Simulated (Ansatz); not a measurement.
# A series in volume scale on HgTe

All results are calculated (Ansatz 0.2.0). Free energy against uniform scaling of the volume at fixed shape and fractions; periodic cell, basis, potentials, k mesh and filling as listed.

The cell before it is scaled or strained (space group I-4m2, No. 119):
```
cell vectors (Å)
  -3.0456     3.0456     1.5594
   3.0456    -3.0456     1.5594
   3.0456     3.0456    -1.5594
atoms (fractions of the cell vectors)
Hg  0.25000  0.75000  0.50000
Te  0.00000  0.00000  0.00000
```

Settings of every row: functional PBEsol; dispersion none; potentials all-electron LAPW; k mesh 8x8x8; k shift 0x0x0; occupations fermi dirac; smearing width 0.1 eV; spin none.

Limits: coarse k mesh, up to 40 meV an atom off; minimum outside the range; no spin-orbit coupling, which can matter with elements this heavy; the cell comes from a prototype or a list of computed structures and needn't be the stable phase.

```csv
row,volume scale,V (Å³/atom),energy above lowest point (meV/atom)
1,0.94,27.193,0
2,0.96,27.772,5.6
3,0.98,28.35,14.6
4,1,28.929,?
5,1.02,29.508,40.9
6,1.04,30.086,57.5
7,1.06,30.665,75.9
```

Question: what energy above lowest point should row 4 give?

Worked fit of energy above lowest point. Take u = (V_r/V)^(2/3) − 1 with V_r = 28.929 Å³ an atom, which is twice the finite (Eulerian) strain; such expansions in the strain, on which the Birch-Murnaghan equation of state is built, carry the rest volume and the bulk modulus. The shown rows have u = 0.04212, 0.02758, 0.01357, -0.01312, -0.0258, -0.03811. Least squares give energy above lowest point = 26.5 − 992 × u + 8285 × u² + 7781 × u³ meV/atom; a parabola predicts inner rows, each left out in turn, worse (root mean square 0.17 against 0.042 meV/atom). All shown rows lie on it to the printed digit. The withheld row has u = 0, so the fit gives 26.5 − 992 × (0) + 8285 × (0)² + 7781 × (0)³ = 26.5 meV/atom.

The calculation gave 26.5 meV/atom. The fit meets it to the printed digit.
